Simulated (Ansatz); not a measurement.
## SiC: energy above lowest point against volume scale

All results are calculated (Ansatz 0.2.0). Free energy against uniform scaling of the volume at fixed shape and fractions; periodic cell, basis, potentials, k mesh and filling as listed.

The cell before it is scaled or strained (space group P6_3mc, No. 186):
```
CELL_PARAMETERS angstrom
3.07600 0.00000 0.00000
-1.53800 2.66390 0.00000
0.00000 0.00000 5.04800
ATOMIC_POSITIONS crystal
Si 0.33333 0.66667 0.00000
Si 0.66667 0.33333 0.50000
C 0.33333 0.66667 0.38500
C 0.66667 0.33333 0.88500
```

Settings of every row: functional PBE; dispersion none; potentials PAW; wave cutoff 500 eV; density cutoff 2000 eV; k mesh 12x12x4; k shift 0x0x0; occupations fixed; smearing width 0 eV; spin none; SCF threshold exponent -9.

```
row  volume scale  V (Å³/atom)  energy above lowest point (meV/atom)
  1          0.92        9.514                                  74.2
  2        0.9467         9.79                                  36.9
  3        0.9733       10.065                                  13.2
  4             1       10.341                                   1.4
  5        1.0267       10.617                                     0
  6        1.0533       10.892                                   7.8
  7          1.08       11.168                                     ?
```

Question: what energy above lowest point should row 7 give?

Worked fit of energy above lowest point. Take u = (V_r/V)^(2/3) − 1 with V_r = 10.203 Å³ an atom, which is twice the finite (Eulerian) strain; such expansions in the strain, on which the Birch-Murnaghan equation of state is built, carry the rest volume and the bulk modulus. The shown rows have u = 0.04771, 0.02793, 0.00912, -0.00892, -0.02617, -0.04263. Least squares give energy above lowest point = 5.91 + 652.3 × u + 16335 × u² meV/atom; a straight line predicts inner rows, each left out in turn, worse (root mean square 13 against 0.032 meV/atom). All shown rows lie on it to the printed digit. Its lowest point lies at u = -0.0200, or V = 10.52 Å³ an atom, and the curvature there gives the bulk modulus at fixed shape and fractions, B = (4/9)(1 + u)² E″(u)/V = 212 GPa. Letting shape and atoms relax would as a rule lower it, by much in layered, chain or molecular crystals. The withheld row has u = -0.05847, so the fit gives 5.91 + 652.3 × (-0.05847) + 16335 × (-0.05847)² = 23.6 meV/atom.

The calculation gave 23.7 meV/atom. The fit lies 0.1 meV/atom (0.13 % of the column's range) below it, one unit of the last digit. This row lies beyond the range of the fit.
